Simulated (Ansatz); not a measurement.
## Al: the change of pressure with volume scale

Periodic Kohn-Sham DFT of a crystal at fixed atoms, scaled to volume_scale times the given cell; pressure positive in compression, energy less spherical unpolarised free atoms, largest_vzz the field gradient of largest size among the nuclei. The results are calculated, by Ansatz 0.2.0.

The cell before it is scaled or strained (space group Fm-3m, No. 225):
```
Al
1.0
      0.0000     2.0240     2.0240
      2.0240     0.0000     2.0240
      2.0240     2.0240     0.0000
Al
1
Direct
  0.00000 0.00000 0.00000
```

Settings of every row: method all-electron PAW; functional LDA; relativity scalar; k mesh 17x17x17; filling fermi-dirac; smearing width 0.03 eV; nucleus gaussian.

Atom start moment: 0 on all atoms.

| row | volume scale | V (Å³/atom) | pressure (GPa) |
| --- | --- | --- | --- |
| 1 | 0.94 | 15.588 | ? |
| 2 | 0.96 | 15.92 | -0.65 |
| 3 | 0.98 | 16.251 | -2.226 |
| 4 | 0.99 | 16.417 | -2.948 |
| 5 | 1 | 16.582 | -3.63 |
| 6 | 1.01 | 16.749 | -4.274 |
| 7 | 1.02 | 16.915 | -4.884 |
| 8 | 1.04 | 17.246 | -6.002 |
| 9 | 1.06 | 17.578 | -6.99 |

Question: what pressure should row 1 give?

Worked fit of pressure. Take u = (V_r/V)^(2/3) − 1 with V_r = 16.666 Å³ an atom, which is twice the finite (Eulerian) strain; such expansions in the strain, on which the Birch-Murnaghan equation of state is built, carry the rest volume and the bulk modulus. The shown rows have u = 0.031, 0.01695, 0.01009, 0.00337, -0.00331, -0.00984, -0.02255, -0.03489. Least squares give pressure = −3.9588 + 97.338 × u + 300.56 × u² GPa; a straight line predicts inner rows, each left out in turn, worse (root mean square 0.097 against 0.0037 GPa). The rows lie off it by 0.002, -0.003, -0.002, -0.003, 0.004, 0.004, -0.001, -0.001. The withheld row has u = 0.04559, so the fit gives −3.9588 + 97.338 × (0.04559) + 300.56 × (0.04559)² = 1.104 GPa.

The calculation gave 1.125 GPa. The fit lies 0.021 GPa (1.9 % of the value, 0.26 % of the column's range) below it; its largest miss of a shown row is 0.004 GPa. This row lies beyond the range of the fit.
